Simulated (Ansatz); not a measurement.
## From the elastic tensor of Sn at 7 GPa (stress–strain coefficients) to moduli and sound speeds

These are results of DFT LDA, scalar-relativistic, plane waves, PAW (Ansatz), not measurements. Settings: 420 eV plane-wave cutoff, Γ-centred 12×12×12 mesh, Fermi-Dirac smearing of 0.15 eV. No spin polarisation.

Symmetry: Fd-3m, No. 227, cubic system. The conventional cell has a = 6.226 Å, b = 6.226 Å, c = 6.226 Å, α = 90.00°, β = 90.00°, γ = 90.00°. Sn (site symmetry -43m) has 4 Sn at 2.70 Å as nearest neighbours.

In a metal, frequencies and elastic constants depend on the k mesh and the smearing, soft modes and shear constants most.

Relaxed-ion constants (GPa, on the Cartesian axes of the calculation):
```
95.7 66.2 66.2  0.0  0.0  0.0
66.2 95.7 66.2  0.0  0.0  0.0
66.2 66.2 95.7  0.0  0.0  0.0
 0.0  0.0  0.0 28.5  0.0  0.0
 0.0  0.0  0.0  0.0 28.5  0.0
 0.0  0.0  0.0  0.0  0.0 28.5
```

Density 6.534 g/cm³; 2 atoms in 60.34 Å³.

The values that follow are for a polycrystal of randomly turned grains, by Hill's mean where one number stands.

With S = C⁻¹: B_V = (C11+C22+C33+2(C12+C13+C23))/9, G_V = (C11+C22+C33−C12−C13−C23+3(C44+C55+C66))/15, 1/B_R = S11+S22+S33+2(S12+S13+S23), 15/G_R = 4(S11+S22+S33−S12−S13−S23)+3(S44+S55+S66); Hill is their mean. Then v_l = √((B+4G/3)/ρ), v_t = √(G/ρ), v_m = [(2/v_t³+1/v_l³)/3]^(−1/3) and Θ = (ħ/k_B)·v_m·(6π²n/V)^(1/3) for n atoms in the volume V; E = 9BG/(3B+G), ν = (3B−2G)/(2(3B+G)) and A^U = 5G_V/G_R + B_V/B_R − 6.

```
Bulk modulus, Voigt / Reuss / Hill          : 76.0 / 76.0 / 76.0 GPa
Shear modulus, Voigt / Reuss / Hill         : 23.0 / 20.8 / 21.9 GPa
Young's modulus                             : 60 GPa
Poisson ratio                               : 0.369
Pugh ratio B/G                              : 3.48
Universal anisotropy index                  : 0.54
Longitudinal and transverse sound speeds    : 4013 and 1830 m/s
Debye temperature from the mean sound speed : 197 K
```

The bands only touch here, so at this level the crystal is a zero-gap semiconductor or semimetal, not an ordinary metal; spin–orbit coupling, left out, can open or move such a gap.

Cost: 1 run of about 4.5 core-minutes, on AMD EPYC 7R43 (Zen 3) (shared hosts).

Under pressure this diamond-type tin resists compression much better than shear, with a bulk modulus of 76.0 GPa against a shear modulus of 21.9 GPa. The weakest response is the tetragonal shear: half the difference between C11 (95.7 GPa) and C12 (66.2 GPa) is only about half of C44 (28.5 GPa), which accounts for the elastic anisotropy. This shear mainly bends the angles of the open tetrahedral network, and the diffuse valence orbitals of a heavy group-14 element give little directional resistance to that. It is also the strain that leads from the diamond structure towards β-tin, so its softness fits the known pressure-driven transformation.

The constants satisfy the cubic stability conditions at this load, but only against small homogeneous strains. Dense metallic tin is the known stable form under such compression, so the values probably describe a metastable or hypothetical crystal. The Pugh ratio of 3.48 is no sound evidence of ductility or metallic bonding, since the applied pressure itself raises the resistance to compression relative to that to shear.
